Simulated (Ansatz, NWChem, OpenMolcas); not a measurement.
## How methods differ on C2H2F2 (vinylidene fluoride)

C2H2F2 has 6 atoms, charge 0, and is taken as a singlet. As SMILES, `C=C(F)F`. Geometry: relaxed at PBE0-D4/def2-TZVP.

Quantity: the HOMO–LUMO gap, in eV. The values are calculated.

```tsv
level	kind	program	value (eV)
M06-L/aug-cc-pVDZ	meta-GGA	OpenMolcas	6.33
TPSS/aug-cc-pVDZ	meta-GGA	OpenMolcas	6.00
B3LYP/aug-cc-pVDZ	global hybrid	Ansatz	7.34
r2SCAN0/aug-cc-pVDZ	hybrid meta-GGA	Ansatz	8.42
CAM-B3LYP/aug-cc-pVDZ	range-separated hybrid	Ansatz	9.58
HSE06/aug-cc-pVDZ	range-separated hybrid	Ansatz	7.16
wB97M-V/aug-cc-pVDZ	range-separated hybrid	Ansatz	10.58
B2PLYP/aug-cc-pVDZ	double hybrid	NWChem	9.27
```

The values span 6.00 to 10.58 eV. Orbital gaps aren't excitation energies, and those of double hybrids come from the SCF part alone; they tend to grow with the share of exact exchange.

Every method gives vinylidene fluoride a wide gap, as expected for a small molecule with a single, unconjugated C=C bond. The HOMO is the C=C π orbital, mixed out of phase with fluorine lone pairs. This π donation pushes the level up, while the inductive pull of fluorine through the σ framework lowers it, so the two effects partly cancel.

The size of the gap depends strongly on the functional, and the class label is a poor guide to it. The range-separated hybrids include both the largest value, 10.58 eV with wB97M-V, and one of 7.16 eV with HSE06, which lies below the global hybrid B3LYP. The split probably arises because HSE06 removes exact exchange at long range, where CAM-B3LYP and wB97M-V strengthen it, and an isolated molecule has no surrounding medium to justify that screening.

The gaps alone don't reveal whether the LUMO is the valence π* orbital or a diffuse, Rydberg-like one, which the augmented basis also allows.
